\section*{Low-$Z\alpha$ expansion of the bound-electron self-energy}

A bound electron can emit a virtual photon and reabsorb it. This shifts a level of a one-electron ion by
\begin{equation}
\Delta E=\frac{\alpha}{\pi}\,\frac{(Z\alpha)^4}{n^3}\,mc^2\,F(Z\alpha),
\label{def}
\end{equation}
which defines the dimensionless function $F$. We derive its leading terms.

\subsection*{Premises and conventions}

Units are $\hbar=c=1$ and $e^2=4\pi\alpha$, with metric $(+,-,-,-)$; energies are quoted in eV. The nucleus is a fixed point charge, $V=-Z\alpha/r$, and one virtual photon is kept. The Dirac quantum number is $\kappa=l$ for $j=l-\tfrac12$ and $\kappa=-(l+1)$ for $j=l+\tfrac12$. Taken as given are the renormalised one-loop vertex of a free electron, second-order perturbation theory in Feynman gauge, the hydrogenic values
\begin{equation}
|\psi(0)|^2=\frac{(Z\alpha m)^3}{\pi n^3}\delta_{l0},\qquad
\langle r^{-3}\rangle=\frac{(Z\alpha m)^3}{n^3\,l(l+\frac12)(l+1)},
\label{hyd}
\end{equation}
and one published integral, which fixes the term linear in $Z\alpha$ for s states.

\subsection*{Splitting the photon}

Three scales are present: the binding energy $(Z\alpha)^2m$, the orbital momentum $Z\alpha m$ and the rest energy $m$. No single approximation covers them all, so the photon propagator is split like a signal at a crossover filter:
\begin{equation}
\frac{1}{k^2}=\frac{1}{k^2-\lambda^2}+\left[\frac{1}{k^2}-\frac{1}{k^2-\lambda^2}\right],\qquad (Z\alpha)^2m\ll\lambda\ll Z\alpha m .
\end{equation}
The first term is a photon of mass $\lambda$. Its energy always exceeds $\lambda$ and thus the binding energy, so the electron is nearly free during the photon's flight and $V$ acts there once. The bracket falls off above $\lambda$, where the wavelength still exceeds the orbit, so Schr\"odinger theory and the dipole approximation hold. The auxiliary $\lambda$ must cancel in the sum.

\subsection*{High-energy part}

For momentum transfer $q=p'-p$ the vertex is $\gamma^\mu F_1+i\sigma^{\mu\nu}q_\nu F_2/2m$, with
\begin{align}
F_1&=1+\frac{\alpha}{2\pi}\int\! d\tau\left[\ln\frac{D(0)}{D(q^2)}+\frac{N(q^2)}{D(q^2)}-\frac{N(0)}{D(0)}\right],\qquad
F_2=\frac{\alpha}{2\pi}\int\! d\tau\,\frac{2m^2z(1-z)}{D(q^2)},\nonumber\\
D&=m^2(1-z)^2-q^2xy+\lambda^2z,\qquad N=m^2(1-4z+z^2)+q^2(1-x)(1-y),
\end{align}
where $d\tau=dx\,dy\,dz\,\delta(x+y+z-1)$ over positive $x,y,z$. The on-shell form is allowed because the bound electron is off shell by about $(Z\alpha m)^2\ll m\lambda$. Since $xy\le(1-z)^2/4$ and $|q^2|\ll m^2$, we expand to first order in $q^2$. Put $w=1-z$, $\epsilon=\lambda^2/m^2$, $d=w^2+\epsilon(1-w)$. At fixed $w$, $\int xy\,dx=w^3/6$, $(1-x)(1-y)=1-w+xy$ and $1-4z+z^2=w^2+2w-2$, so
\begin{equation}
m^2F_1'(0)=\frac{\alpha}{2\pi}\int_0^1\! dw\left[\frac{w^3}{6d}+\frac{w-w^2+w^3/6}{d}+\frac{(w^2+2w-2)\,w^3}{6d^2}\right].
\end{equation}
With $\Lambda=\ln(m/\lambda)$ and $\epsilon\to0$, $\int w/d=\Lambda$ and $\int w^3/d^2=\Lambda-\tfrac12$; all other pieces are regular with $d=w^2$. The three terms give $\tfrac1{12}$, $\Lambda-\tfrac{11}{12}$ and $-\tfrac13\Lambda+\tfrac7{12}$. For $F_2(0)$ the $x$ integral gives $w$ and leaves $\int_0^1 2z\,dz=1$. Hence
\begin{equation}
F_1'(0)=\frac{\alpha}{3\pi m^2}\left(\ln\frac{m}{\lambda}-\frac38\right),\qquad a\equiv F_2(0)=\frac{\alpha}{2\pi}.
\end{equation}

A static potential has $q^2=-\mathbf q^2$, and $i\mathbf q$ acting on $V(\mathbf q)$ becomes $\nabla$. The $F_1$ term therefore adds $F_1'(0)\nabla^2V$ to the potential. For the $F_2$ term, $\sigma^{0j}=i\gamma^0\gamma^j$ and $q_j=-q^j$ give $\bar u'\,i\sigma^{0\nu}q_\nu u=u'^\dagger\boldsymbol\gamma\cdot\mathbf q\,u$. In the standard representation $\boldsymbol\gamma$ has $\boldsymbol\sigma$ in the upper right block and $-\boldsymbol\sigma$ in the lower left, and slow spinors are $u=(\chi,\boldsymbol\sigma\cdot\mathbf p\,\chi/2m)$. Then
\begin{equation}
u'^\dagger\boldsymbol\gamma\cdot\mathbf q\,u=\chi'^\dagger\frac{\boldsymbol\sigma\cdot\mathbf q\,\boldsymbol\sigma\cdot\mathbf p-\boldsymbol\sigma\cdot\mathbf p'\,\boldsymbol\sigma\cdot\mathbf q}{2m}\chi
=\chi'^\dagger\frac{-\mathbf q^2+2i\boldsymbol\sigma\cdot(\mathbf q\times\mathbf p)}{2m}\chi .
\end{equation}
Multiplying by $aV(\mathbf q)/2m$ and using $\nabla V\times\mathbf p=(V'/r)\mathbf L$, the effective potential is
\begin{equation}
\delta V=\left[F_1'(0)+\frac{a}{4m^2}\right]\nabla^2V+\frac{a}{2m^2}\frac{V'}{r}\,\boldsymbol\sigma\cdot\mathbf L .
\end{equation}
From $\nabla^2V=4\pi Z\alpha\,\delta^3(\mathbf r)$ and Eq.~(\ref{hyd}), $\langle\nabla^2V\rangle=4(Z\alpha)^4m^3\delta_{l0}/n^3$. The contact terms then contribute $\tfrac43(\Lambda-\tfrac38)+\tfrac12$ to $F$ for s states. For $l>0$, $V'/r=Z\alpha/r^3$, $\boldsymbol\sigma\cdot\mathbf L=j(j+1)-l(l+1)-\tfrac34=-(\kappa+1)$, and $l(l+1)=\kappa(\kappa+1)$ for both values of $j$. The spin-orbit term gives $-(\kappa+1)/[4l(l+\frac12)(l+1)]=-1/[2\kappa(2l+1)]$. The s-state value $\tfrac12$ is this same expression at $\kappa=-1$, $l=0$, so
\begin{equation}
F_{\rm high}=\frac43\left(\ln\frac{m}{\lambda}-\frac38\right)\delta_{l0}-\frac{1}{2\kappa(2l+1)} .
\label{high}
\end{equation}

\subsection*{Low-energy part}

In Feynman gauge the three spatial polarisations couple to the current and give the usual negative second-order shift, while the time-like one couples to the density with the opposite sign. For reference state $a$, intermediate Schr\"odinger states $s$, $\Delta_s=E_s-E_a$ and $\omega=\sqrt{k^2+\lambda^2}$ (from here $k=|\mathbf k|$),
\begin{equation}
E(\lambda)=e^2\!\int\!\frac{d^3k}{(2\pi)^3\,2\omega}\sum_s\frac{|\rho_{sa}|^2-|\mathbf j_{sa}|^2}{\omega+\Delta_s},
\end{equation}
with $\rho=e^{i\mathbf k\cdot\mathbf r}$ and $\mathbf j=\{\mathbf p,\rho\}/2m$. The $\mathbf A^2$ term is the same for all states, and the spin current is smaller than $\mathbf j$ by $k/p$. The bracket of the split propagator gives $E(0)-E(\lambda)$. In the density term write
\begin{equation}
\frac1{\omega+\Delta}=\frac1\omega-\frac{\Delta}{\omega^2}+\frac{\Delta^2}{\omega^2(\omega+\Delta)} .
\end{equation}
Closure gives $\sum_s|\rho_{sa}|^2=1$ and $\sum_s\Delta_s|\rho_{sa}|^2=k^2/2m$, both independent of the state and so part of the free-electron mass shift. In the third piece $[H,\rho]=\mathbf k\cdot\mathbf j$ gives $\Delta_s\rho_{sa}=\mathbf k\cdot\mathbf j_{sa}$. In the dipole limit $\mathbf j\to\mathbf v=\mathbf p/m$, and the angular average of $|\mathbf k\cdot\mathbf v|^2$ is $k^2|\mathbf v|^2/3$. Since $e^2\,4\pi/[2(2\pi)^3]=\alpha/\pi$, the state-dependent part is
\begin{equation}
-\frac{\alpha}{\pi}\int_0^\infty\! dk\,\frac{k^2}{\omega}\left(1-\frac{k^2}{3\omega^2}\right)\sum_s|\mathbf v_{sa}|^2\left[\frac1\omega-\frac{\Delta_s}{\omega(\omega+\Delta_s)}\right].
\end{equation}

The $1/\omega$ pieces are mass renormalisation. In $E(0)-E(\lambda)$ the density piece gives $(\alpha/\pi)\int dk\,(1-k^2/\omega^2)=\alpha\lambda/2$ and the current piece gives $-\alpha\lambda\langle v^2\rangle/4$. The high-energy part was renormalised with the massive photon, so a counterterm $-(\alpha\lambda/2)\langle\gamma^0\rangle=-(\alpha\lambda/2)(1-\langle v^2\rangle/2)$ is left over, and it cancels both. What remains is
\begin{equation}
\Delta E_{\rm low}=\frac{\alpha}{\pi}\sum_s|\mathbf v_{sa}|^2\Delta_s\int_0^K\! dk\left[\frac{2/3}{k+\Delta_s}-\frac{k^2}{\omega^3}+\frac{k^4}{3\omega^5}\right]_{K\to\infty},
\end{equation}
where $\Delta_s\ll\lambda\le\omega$ has been dropped in the massive term. For $\Delta_s<0$ the pole describes real emission; the shift is the principal value, $\tfrac23\ln(K/|\Delta_s|)$. With $\omega_K=\sqrt{K^2+\lambda^2}$ the other integrals are $\operatorname{arsinh}(K/\lambda)-K/\omega_K\to\ln(2K/\lambda)-1$ for $k^2/\omega^3$ and $\operatorname{arsinh}(K/\lambda)-K/\omega_K-K^3/3\omega_K^3\to\ln(2K/\lambda)-\tfrac43$ for $k^4/\omega^5$. The cutoff $K$ cancels:
\begin{equation}
\Delta E_{\rm low}=\frac{2\alpha}{3\pi m^2}\sum_s|\mathbf p_{sa}|^2\Delta_s\left[\ln\frac{\lambda}{2|\Delta_s|}+\frac56\right].
\end{equation}
The sum without a logarithm follows from $[H,\mathbf p]=i\nabla V$:
\begin{equation}
\sum_s|\mathbf p_{sa}|^2\Delta_s=\tfrac12\langle[p_i,[H,p_i]]\rangle=\tfrac12\langle\nabla^2V\rangle=\frac{2(Z\alpha)^4m^3}{n^3}\delta_{l0}.
\label{sum}
\end{equation}
The logarithmic sum, which runs over bound and continuum states, defines the Bethe logarithm. It is normalised to the s-state value of Eq.~(\ref{sum}) for every $l$:
\begin{equation}
\ln k_0(n,l)=\frac{n^3}{2(Z\alpha)^4m^3}\sum_s|\mathbf p_{sa}|^2\Delta_s\ln\frac{2|\Delta_s|}{(Z\alpha)^2m}.
\end{equation}
Momenta scale as $Z\alpha m$ and energies as $(Z\alpha)^2m$, so $\ln k_0$ does not depend on $Z$. Splitting the logarithm at $(Z\alpha)^2m$,
\begin{equation}
F_{\rm low}=\frac43\left[\ln\frac{\lambda}{(Z\alpha)^2m}+\frac56\right]\delta_{l0}-\frac43\ln k_0(n,l).
\label{low}
\end{equation}

\subsection*{Matching}

Adding Eqs.~(\ref{high}) and (\ref{low}) removes $\lambda$, because $\ln(m/\lambda)+\ln[\lambda/((Z\alpha)^2m)]=\ln(Z\alpha)^{-2}$. The s-state constant is $\tfrac43(\tfrac56-\tfrac38)+\tfrac12=\tfrac{10}9$. For $l>0$ both $\lambda$-dependent terms are absent from the start.

\subsection*{The term linear in $Z\alpha$}

The next order comes from the electron passing within a Compton wavelength of the nucleus and exchanging two Coulomb photons of momentum $k\sim m$. On that scale the incoming and outgoing electron is at rest at the origin, so the shift is $|\psi(0)|^2$ times a forward amplitude. Let $T(k)$ be the electron-line factor, normalised so that its uncorrected value at small $k$ is $-2m/k^2$, and write its one-loop correction (mass insertion, two vertex corrections and the photon spanning both Coulomb vertices) as $(\alpha/\pi m)\,t(k/m)$. Then
\begin{equation}
\Delta E_5=|\psi(0)|^2\!\int\!\frac{d^3k}{(2\pi)^3}\left(\frac{4\pi Z\alpha}{k^2}\right)^{2}\frac{\alpha}{\pi m}\,t
=\frac{\alpha}{\pi}\frac{(Z\alpha)^5m}{n^3}\,\delta_{l0}\,\frac8\pi\int_0^\infty\!\frac{t(\xi)}{\xi^2}\,d\xi .
\end{equation}
At small $\xi$, $t$ behaves as a logarithm plus a constant, since two vertex corrections of size $k^2\ln k$ multiply $-2m/k^2$. These terms make the integral diverge linearly at its lower end, which signals the region $k\sim Z\alpha m$ already counted at order $(Z\alpha)^4$, and they are subtracted. This fixes the power of $Z\alpha$, the $1/n^3$ scaling and the restriction to s states. The value of the subtracted integral is the premise taken from the literature (Karplus, Klein and Schwinger 1952; Baranger, Bethe and Feynman 1953): the coefficient of $Z\alpha$ in $F$ is $4\pi(\tfrac{139}{128}-\tfrac12\ln2)=9.291$. For p states $|\nabla\psi(0)|^2/m^2$ replaces $|\psi(0)|^2$, which costs two more powers of $Z\alpha$. The result is
\begin{align}
F(ns)&=\frac43\ln(Z\alpha)^{-2}+\frac{10}{9}-\frac43\ln k_0(n,0)+4\pi\left(\frac{139}{128}-\frac{\ln2}{2}\right)Z\alpha+\dots,\\
F(nl_j)&=-\frac43\ln k_0(n,l)-\frac{1}{2\kappa(2l+1)}+\dots\qquad(l>0).
\label{res}
\end{align}

\subsection*{Range of validity}

The matching needs a window between $(Z\alpha)^2m$ and $Z\alpha m$, whose ratio is $1/Z\alpha$. The first omitted terms are of order $(Z\alpha)^2$, with up to two powers of $\ln(Z\alpha)^{-2}$ for s states and one for p states. They come from relativistic wave functions, retardation beyond the dipole limit, the spin current and the $q^2$ dependence of the form factors. For 2p states they read $\delta F=(Z\alpha)^2[A_{61}\ln(Z\alpha)^{-2}+A_{60}]$, with literature inputs $A_{61}=103/180$ and $29/90$ and approximate $A_{60}=-0.999$ and $-0.503$ for $2p_{1/2}$ and $2p_{3/2}$. Because $F$ itself is small for p states, this term matters early, as the numbers below show. For heavy elements, such as Bi with $Z\alpha=0.61$, the series is of no use and $F$ must be computed to all orders in $Z\alpha$. Outside Eq.~(\ref{def}) as defined here lie two-loop terms, of relative order $\alpha/\pi=2.3\times10^{-3}$, recoil, of relative order $m/M$, nuclear size, and vacuum polarisation, which for p states starts at order $(Z\alpha)^2$ in the same normalisation. The result holds for one electron; core levels of neutral atoms and solids need screening corrections.

\subsection*{Illustration: 2p levels of C$^{5+}$}

For $Z=6$, $Z\alpha=0.04378$, $(Z\alpha)^2=1.917\times10^{-3}$ and $\ln(Z\alpha)^{-2}=6.257$. The window for $\lambda$ runs from 0.98 keV to 22 keV, and $m/M=4.6\times10^{-5}$ for $^{12}$C. The prefactor in Eq.~(\ref{def}) for $n=2$ is $545.3\ \mu$eV. With the input $\ln k_0(2,1)=-0.0300$ the Bethe term is $+0.0400$ for both levels. The magnetic term is $-\tfrac16$ for $2p_{1/2}$ ($\kappa=1$) and $+\tfrac1{12}$ for $2p_{3/2}$ ($\kappa=-2$). The model's values are:

\begin{center}
\begin{tabular}{lcccc}
level & $F$, Eq.~(\ref{res}) & $\Delta E$ ($\mu$eV) & omitted $\delta F$ & $\delta F/|F|$ (\%)\\
$2p_{1/2}$ & $-0.1267$ & $-69$ & $+0.0049$ & 3.9\\
$2p_{3/2}$ & $+0.1233$ & $+67$ & $+0.0029$ & 2.4
\end{tabular}
\end{center}

The omitted term raises the levels by about 2.7 and $1.6\ \mu$eV, so two figures in $\Delta E$ are what the leading order supports. The Bethe logarithm cancels in the fine-structure interval, where $F$ differs by exactly $\tfrac14$ at this order and the self-energy adds 0.136 meV, or 33 GHz. The Dirac energies $m\sqrt{1-(Z\alpha)^2/4}$ for $2p_{3/2}$ and $m\{[1+\sqrt{1-(Z\alpha)^2}]/2\}^{1/2}$ for $2p_{1/2}$ differ by 58.76 meV, whose leading term is $(Z\alpha)^4m/32$. The self-energy widens the interval by the fraction $2a=\alpha/\pi$, or 0.23\%: the anomalous moment multiplies the spin-orbit coupling by $1+2a$. For an s level of the same ion the logarithm alone contributes 8.34 to $F$ and the linear term 0.41. For Si$^{13+}$ ($Z=14$) the leading p-state values of $F$ are unchanged, the prefactor grows to 16.2 meV and the model's shifts to $-2.0$ and $+2.0$ meV, while the omitted term reaches 13\% of $|F|$ for $2p_{1/2}$ and 8\% for $2p_{3/2}$.